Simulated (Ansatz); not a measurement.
## A series in temperature on Li

Results calculated with Ansatz 0.2.0, not measured. Harmonic phonon free energy (zero-point part included), entropy and heat capacity at constant volume from interpolated force constants; periodic cell, basis, potentials, k mesh and filling as listed.

Structure of every row (space group Fm-3m, No. 225):
```
Li
1.0
      0.0000     2.2020     2.2020
      2.2020     0.0000     2.2020
      2.2020     2.2020     0.0000
Li
1
Direct
  0.00000 0.00000 0.00000
```

Settings of every row: functional PBEsol; dispersion none; potentials PAW; wave cutoff 630 eV; density cutoff 5040 eV; k mesh 12x12x12; k shift 0x0x0; occupations methfessel paxton; smearing width 0.3 eV; spin none; phonon method finite displacements; phonon supercell 2x2x2; dipole term of polar modes left out.

Limits: coarse k mesh, up to 40 meV an atom off; volume not checked for rest; wide smearing.

| row | temperature (K) | phonon entropy (k_B/atom) | phonon heat capacity (k_B/atom) | phonon free energy (meV/atom) |
| --- | --- | --- | --- | --- |
| 1 | 160 | 1.737 | 2.242 | 29.54 |
| 2 | 240 | 2.73 | 2.62 | 14 |
| 3 | 320 | 3.508 | 2.777 | -7.6 |
| 4 | 400 | 4.137 | 2.854 | -34.02 |
| 5 | 480 | 4.661 | 2.897 | -64.4 |
| 6 | 560 | 5.11 | 2.924 | -98.12 |
| 7 | 640 | 5.502 | 2.941 | -134.72 |
| 8 | 720 | 5.849 | 2.954 | -173.87 |
| 9 | 800 | ? | ? | ? |
| 10 | 880 | 6.443 | 2.969 | -258.74 |
| 11 | 960 | 6.702 | 2.974 | -304.06 |

Question: what phonon entropy and phonon heat capacity should row 9 give?

Worked fit of phonon entropy. Entropy rises as the heat capacity times the change of ln T, so take t = ln(T / 300 K). The shown rows have t = -0.6286, -0.2231, 0.0645, 0.2877, 0.47, 0.6242, 0.7577, 0.8755, 1.0761, 1.1632. Least squares give phonon entropy = 3.3474 + 2.69664 × t + 0.17188 × t² k_B/atom; a straight line predicts inner rows, each left out in turn, worse (root mean square 0.046 against 0.016 k_B/atom). The rows lie off it by 0.017, -0.024, -0.014, 0.000, 0.008, 0.012, 0.013, 0.009, -0.005, -0.015 (root mean square 0.013 k_B/atom), a smooth pattern that one more power would take up: the form is only approximate. The slope at t = 0, 2.7 k_B/atom, estimates the heat capacity at 300 K. The withheld row has t = 0.9808, so the fit gives 3.3474 + 2.69664 × (0.9808) + 0.17188 × (0.9808)² = 6.158 k_B/atom.

The calculation gave 6.16 k_B/atom. The fit lies 0.002 k_B/atom (0.04 % of the column's range) below it; its largest miss of a shown row is 0.024 k_B/atom.

Worked fit of phonon heat capacity. At high temperature a harmonic heat capacity falls short of its limit by a term in 1/T², so take t = (100 K / T)². The shown rows have t = 0.39062, 0.17361, 0.09766, 0.0625, 0.0434, 0.03189, 0.02441, 0.01929, 0.01291, 0.01085. Least squares give phonon heat capacity = 2.9991 − 2.3863 × t + 1.1476 × t² k_B/atom; a straight line predicts inner rows, each left out in turn, worse (root mean square 0.015 against 0.00073 k_B/atom). The rows lie off it by 0.000, 0.001, 0.000, 0.000, -0.001, 0.000, -0.001, 0.001, 0.001, 0.001. The constant, 2.9991 k_B/atom, is to be held against the harmonic limit of 3 k_B an atom. The withheld row has t = 0.01562, so the fit gives 2.9991 − 2.3863 × (0.01562) + 1.1476 × (0.01562)² = 2.962 k_B/atom.

The calculation gave 2.962 k_B/atom. The fit meets it to the printed digit.

The other values of row 9: phonon free energy -215.28 meV/atom.
